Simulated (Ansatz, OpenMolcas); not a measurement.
# Abstraction of Cl: CHClF2 + C3H5 → CHF2 + C3H5Cl

Species: CHClF2 (difluorochloromethane) `FC(F)Cl`, singlet; C3H5 `C=[C]C`, doublet; CHF2 (difluoromethyl radical) `F[CH]F`, doublet; C3H5Cl (2-chloropropene) `C=C(C)Cl`, singlet. A radical takes Cl: the energy is the difference in strength between two C–Cl bonds in different surroundings.

Shapes, held fixed at every level: PBE0-D4/def2-TZVP. Programs: Ansatz 0.2.0, OpenMolcas 26.06. The zero-point and thermal change to 298 K, harmonic and unscaled (PBE0-D4/def2-TZVP), is +2.6 kJ/mol.

Estimate ΔH(298 K) of this reaction.

B2PLYP/def2-TZVPP gives ΔH(298 K) = -33.5 kJ/mol; the levels span -33.5 to -19.6. The median of the levels is -31.5. No measured value is set beside it here. Spin contamination: C3H5 (⟨S²⟩ up to 0.91). Open shells run unrestricted unless RO is named.

| level | kind | ΔH(298 K) (kJ/mol) |
| --- | --- | --- |
| HF/def2-TZVPP | Hartree–Fock | -19.6 |
| PBE-D4/def2-TZVPP | GGA | -31.5 |
| PBE0/def2-SVP | global hybrid | -28.1 |
| PBE0-D4/def2-TZVPP | global hybrid | -32.3 |
| wB97M-V/def2-TZVPP | range-separated hybrid | -29.9 |
| wB97X-V/def2-TZVPP | range-separated hybrid | -33.1 |
| B2PLYP/def2-TZVPP | double hybrid | -33.5 |

Chlorine transfer to the 2-propenyl radical is exothermic at every level, so the C–Cl bond formed in 2-chloropropene is stronger than the one broken in CHClF2. The correlated levels cluster around the median of -31.5 kJ/mol, a reasonable estimate; Hartree–Fock gives the same sign but a much smaller release, probably because it lacks the correlation that differs between the two radicals and their chlorides.

The driving force lies largely in the attacking radical. Its unpaired electron sits in a localised, in-plane σ orbital on an sp2 carbon, with little resonance stabilisation to lose on bonding. The new bond gains from the high s character of that carbon and from modest donation of a chlorine lone pair into the π system. The isomeric allyl radical would behave quite differently, since forming its C–Cl bond sacrifices delocalisation. The exothermicity does not establish that chlorine transfer is the preferred pathway, as abstraction of hydrogen from CHClF2 may compete.
